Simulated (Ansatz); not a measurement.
## From TaN4H7 to TaNHF3: predicting a member

Gas-phase molecules. On one Ta centre that keeps NH, n of the NH2 ligands are replaced by F. The dipole moment y in D at wB97M-V/def2-TZVPP. Shapes: PBE0-D4/def2-TZVP. Flexible molecules stand in one conformer, not always the lowest. Programs: Ansatz 0.2.0.

| molecule | n | y (D) |
| --- | --- | --- |
| TaN4H7 | 0 | 1.72 |
| TaN3H5F | 1 | ? |
| TaN2H3F2 | 2 | 2.36 |
| TaNHF3 | 3 | 0.53 |

**Question.** Fit y = c + s·n to the known rows and predict TaN3H5F.

**Answer.** 
1. Means of the 3 rows: n = 1.66667, y = 1.537.
2. Σ(Δn)² = 4.6667, Σ(Δn·Δy) = -1.3733, so the slope is -1.3733/4.6667 = -0.29428.
3. Intercept: 1.537 − (-0.29428) × 1.66667 = 2.027. The largest residual of the fit is 0.92.
4. TaN3H5F: 2.027 + (-0.29428) × 1 = 1.73 D.

The run gave 2.52 D, so the prediction is off by -0.79 D, within the largest residual. The steps per swap are uneven (+0.80, -0.16, -1.83), so a line is a poor model. Dipoles add as vectors. Other levels give for TaN3H5F: r2SCAN-D4/def2-TZVPP 2.54; B3LYP-D4/def2-TZVPP 2.55 D. For atoms past krypton def2 sets carry core potentials with scalar relativity. The series isn't monotonic at this level.

The two mixed-ligand molecules have larger dipoles than either end member, a pattern that no straight line in n can reproduce. The likely reason is the arrangement of the ligands rather than a steady change in bond polarity. Around a roughly tetrahedral d0 Ta(V) centre, three equal ligands largely cancel one another perpendicular to the Ta–imido axis, leaving mainly an axial moment. In TaNHF3 the combined pull of the three fluorines probably opposes the polarity of the Ta–imido bond, so the small 0.53 D is compatible with strongly polar Ta–F bonds. Mixing F with NH2 breaks this balance and adds a transverse component. In an idealised bond-dipole picture that component is equally large for one or two fluorines, which fits the similar values of 2.52 and 2.36 D. The close agreement among the three functionals for TaN3H5F suggests that the missed prediction stems from the linear model, not from the choice of functional. Dipole magnitudes alone can't separate the axial and transverse parts; that would need the vector components.
